\section*{Appendix: Floating-gate interference in a 20 nm array for six word-line gap fills}

\subsection*{Interference ratio}

Each floating gate is an isolated conductor with charge $Q_i$, potential $\phi_i$, capacitance $C_{G,i}$ to its own control gate and total capacitance $C_{T,i}$, which includes all parasitic terms. Its gate coupling ratio is $\alpha_{G,i}=C_{G,i}/C_{T,i}$. The capacitive description of the effect goes back to Lee, Hur and Choi (2002). We take all capacitances as linear, and take pass voltages and temperature (300~K) to be the same at verify and at read. For a victim $v$ with neighbours $k$ coupled through $C_k$, the changes obey
\begin{equation}
C_{T,v}\,\delta\phi_v=\delta Q_v+C_{G,v}\,\delta V_{G,v}+\sum_k C_k\,\delta\phi_k .
\label{eq:balance}
\end{equation}
Threshold is defined by a fixed floating-gate potential, so $\delta\phi=0$ for the cell being sensed. Applied to an aggressor, Eq.~(\ref{eq:balance}) gives $\Delta V_{T,k}=-\Delta Q_k/C_{G,k}$ to leading order. While the victim is read, the aggressor's gate voltage is fixed and its potential has moved by $\delta\phi_k=\Delta Q_k/C_{T,k}=-\alpha_{G,k}\Delta V_{T,k}$. Setting $\delta\phi_v=\delta Q_v=0$ yields, to first order in the $C_k$,
\begin{equation}
\Delta V_{T,v}=\sum_k\gamma_k\,\Delta V_{T,k},\qquad
\gamma_k=\frac{C_k}{C_{T,k}}\,\frac{C_{G,k}}{C_{G,v}}=\frac{C_k}{C_{T,v}}\,\frac{\alpha_{G,k}}{\alpha_{G,v}} .
\label{eq:gamma}
\end{equation}
The two coupling ratios cancel only when they are equal, and then $\gamma_k=C_k/C_T$. This holds in the interior of a uniform array, but not at string edges or where the gap shape varies from line to line. The first form shows that for equal $C_G$ the total capacitance that matters is the aggressor's. The sum runs over aggressor shifts made after the victim's last verify, because program-verify stops on the apparent threshold and so absorbs earlier shifts. For a cell left erased, the last verify is the erase verify and every later neighbour shift counts.

\subsection*{Beyond first order}

Let $x$ label the two neighbours on the same word line, $y$ the two on the same bit line and $d$ the four diagonal ones, with $\gamma_x,\gamma_y,\gamma_d$ the ratios $C_k/C_T$ of identical cells. Charge on one aggressor also reaches the victim through intermediate floating gates. Counting two-step paths, the diagonal ratio becomes $\gamma_d+2\gamma_x\gamma_y$.

A closed result exists for the worst pattern under all-bit-line programming, where every cell of the next word line is verified to the same shift $\Delta V$ after the victim row is finished. The first-order ratio is $\Gamma_1=\gamma_y+2\gamma_d$. Rows stay uniform, and at fixed gate voltages a row $n$ whose charge is unchanged obeys $(1-2\gamma_x)\,\delta\phi_n=\Gamma_1(\delta\phi_{n-1}+\delta\phi_{n+1})$. The decaying solution $\delta\phi_n=\lambda\,\delta\phi_{n+1}$ has
\begin{equation}
\lambda=\frac{1-\sqrt{1-4a^2}}{2a}=a+a^3+\dots,\qquad a=\frac{\Gamma_1}{1-2\gamma_x}.
\label{eq:lambda}
\end{equation}
Every row converts potential into threshold by the same factor $-\partial\phi_n/\partial V_{G,n}$, so the victim shift is $\lambda\Delta V$, exactly within the capacitance network.

\subsection*{Model inputs}

All dimensions are assumed values for a wrap-around cell: gate length $L=20$~nm, word-line gap $S_y=20$~nm, gate width $W=20$~nm, bit-line space $S_x=30$~nm, floating-gate height $H=50$~nm of which $h=35$~nm is wrapped by the control gate on both sides, tunnel oxide $t_{\rm ox}=8$~nm, and interpoly dielectric of oxide-equivalent thickness $t_{\rm ip}=10$~nm. Oxide has the typical relative permittivity 3.9, and $\kappa$ is the effective permittivity of the word-line gap. In units of $\varepsilon_0\times1$~nm, parallel plates give
\begin{equation}
C_G=\frac{3.9L(W+2h)}{t_{\rm ip}}=702,\quad C_{\rm tun}=\frac{3.9LW}{t_{\rm ox}}=195,\quad C_x=\frac{3.9L(H-h)}{S_x}=39 .
\end{equation}
The facing walls across the gap give $\kappa WH/S_y=50\kappa$. Three fringe terms are assumed rather than computed: an oxide path of effective length 10~nm that bypasses the gap and adds 39 to $C_y$, a capacitance $C_w=10\kappa$ to each neighbouring word line, and $C_d=4\kappa$. Hence $C_y=39+50\kappa$, and $C_T=C_G+C_{\rm tun}+2C_x+2C_y+2C_w+4C_d$ gives
\begin{equation}
C_T=1053+136\kappa,\qquad \Gamma_1=\frac{39+58\kappa}{1053+136\kappa},\qquad a=\frac{39+58\kappa}{975+136\kappa}.
\label{eq:model}
\end{equation}
The solid fills take typical permittivities: 7.5 for Si$_3$N$_4$, 3.9 for SiO$_2$ and 2.7 for a SiOC low-$\kappa$ film. An air gap keeps an oxide liner, assumed 4~nm thick on each wall, in series with 12~nm of void, so $\kappa=20/(8/3.9+12)=1.42$. A void over an assumed 60 per cent of the wall height, in parallel with oxide over the rest, has $\kappa=0.6\times1.42+0.4\times3.9=2.41$. The unlined void, $\kappa=1$, is the limit. The aggressor step after the victim's verify is assumed to be $\Delta V=3.0$~V. With $C_G=6.2$~aF one electron shifts the threshold by 26~mV, so the step stores about 116 electrons.

\begin{table}[h]
\centering
\begin{tabular}{lcccccccc}
\hline
Gap fill & $\kappa$ & $\alpha_G$ & $\gamma_x$ & $\gamma_y$ & $\gamma_d$ & $\Gamma_1$ & $\lambda$ & $\lambda\Delta V$ (V)\\
\hline
Si$_3$N$_4$ & 7.5 & 0.34 & 0.019 & 0.200 & 0.0145 & 0.229 & 0.253 & 0.76\\
SiO$_2$ & 3.9 & 0.44 & 0.025 & 0.148 & 0.0099 & 0.167 & 0.182 & 0.55\\
SiOC & 2.7 & 0.49 & 0.027 & 0.123 & 0.0076 & 0.138 & 0.149 & 0.45\\
Partial void & 2.41 & 0.51 & 0.028 & 0.116 & 0.0070 & 0.129 & 0.140 & 0.42\\
Lined void & 1.42 & 0.56 & 0.031 & 0.088 & 0.0046 & 0.097 & 0.105 & 0.32\\
Unlined void & 1 & 0.59 & 0.033 & 0.075 & 0.0034 & 0.082 & 0.088 & 0.26\\
\hline
\end{tabular}
\caption{Model ratios from Eqs.~(\ref{eq:gamma})--(\ref{eq:model}) for identical cells. The digits serve to compare rows; the assumed fringe terms fix the absolute level less well.}
\label{tab:fills}
\end{table}

\subsection*{Trend}

The gap permittivity enters both numerator and denominator of $\Gamma_1$, which therefore runs between a floor $39/1053=0.037$ as $\kappa\to0$ and a ceiling $58/136=0.43$. Its logarithmic sensitivity is
\begin{equation}
\frac{d\ln\Gamma_1}{d\ln\kappa}=\frac{58\kappa}{39+58\kappa}-\frac{136\kappa}{1053+136\kappa},
\label{eq:sens}
\end{equation}
the gap's share of the coupling minus its share of the total capacitance. The value is 0.43 for nitride and 0.52 for both oxide and the lined void. Going down in $\kappa$, the first share falls as the bypass path gains weight and the second falls at a similar pace, so $\Gamma_1$ varies roughly as $\kappa^{1/2}$ across the table. From oxide to the lined void $\kappa$ drops by a factor 2.7 and $\Gamma_1$ by 1.7. In $\lambda$ the reduction is 42 per cent for the lined void and 23 per cent for the partial void, which does only slightly better than a complete SiOC fill because the remaining oxide conducts flux in parallel.

The gate coupling ratio rises from 0.44 to 0.56 over the same change, yet it is not a separate lever in Eq.~(\ref{eq:gamma}). In the lined-void cell the 3.0~V step raises the electron energy on the aggressor gate by 1.7~eV, and the same $\alpha_G$ that sets this number is divided out when the victim's response is referred to its control gate. Between unlike cells it survives: an aggressor with $\alpha_G=0.56$ next to a victim with 0.51 multiplies $C_k/C_{T,v}$ by 1.10.

The ratio $\gamma_x$ moves the other way. $C_x$ lies in the isolation oxide and does not see the gap, while $C_T$ shrinks, so $\gamma_x$ grows by 27 per cent from oxide to the lined void. With alternate bit lines programmed in turn, a cell of the first page also has both $x$ neighbours as later aggressors. For equal steps the first-order sum $\Gamma_1+2\gamma_x$ falls from 0.217 to 0.160, a gain of only 26 per cent.

\subsection*{Size of the neglected terms}

The network value $\lambda$ exceeds $\Gamma_1$ by 8 per cent for the unlined void and 11 per cent for nitride. For the diagonal alone the first-order ratio is inadequate: in the lined void $2\gamma_x\gamma_y=0.0055$ exceeds $\gamma_d=0.0046$. A uniform step on the second word line away couples with $\lambda^2=0.011$.

The larger omission is the field of the aggressor gate on the victim's channel. If a capacitance $C_{{\rm ch},k}$ links them, threshold fixes $C_{\rm tun}\phi_v+\sum_kC_{{\rm ch},k}\phi_k$ rather than $\phi_v$, and to first order $\gamma_k\to\gamma_k+\eta_k$ with $\eta_k=C_{{\rm ch},k}/C_{\rm tun}$. A plate estimate for an $x$ neighbour acting through $S_x$ of oxide on an assumed 5~nm strip of channel sidewall gives $C_{{\rm ch},x}=13$ and $\eta_x=0.067$, about twice $\gamma_x$ and independent of the gap fill. Adding $2\eta_x$ turns the alternate-bit-line sums into 0.350 and 0.293, a gain of 16 per cent. The same estimate for a $y$ neighbour across $S_y$ of oxide gives $\eta_y=0.10$, as large as $\gamma_y$, if the junction between cells does not screen the field; Table~\ref{tab:fills} assumes that it does.

The model's shifts, 0.55~V for oxide and 0.32~V for the lined void, rest on these assumptions. As typical knowledge, word-line air gaps in arrays of this class lower total interference by roughly a quarter, so the lined-void figure of 42 per cent overstates the benefit by a factor between about 1.5 and 2, in the direction expected from incomplete voids and fill-independent channel coupling.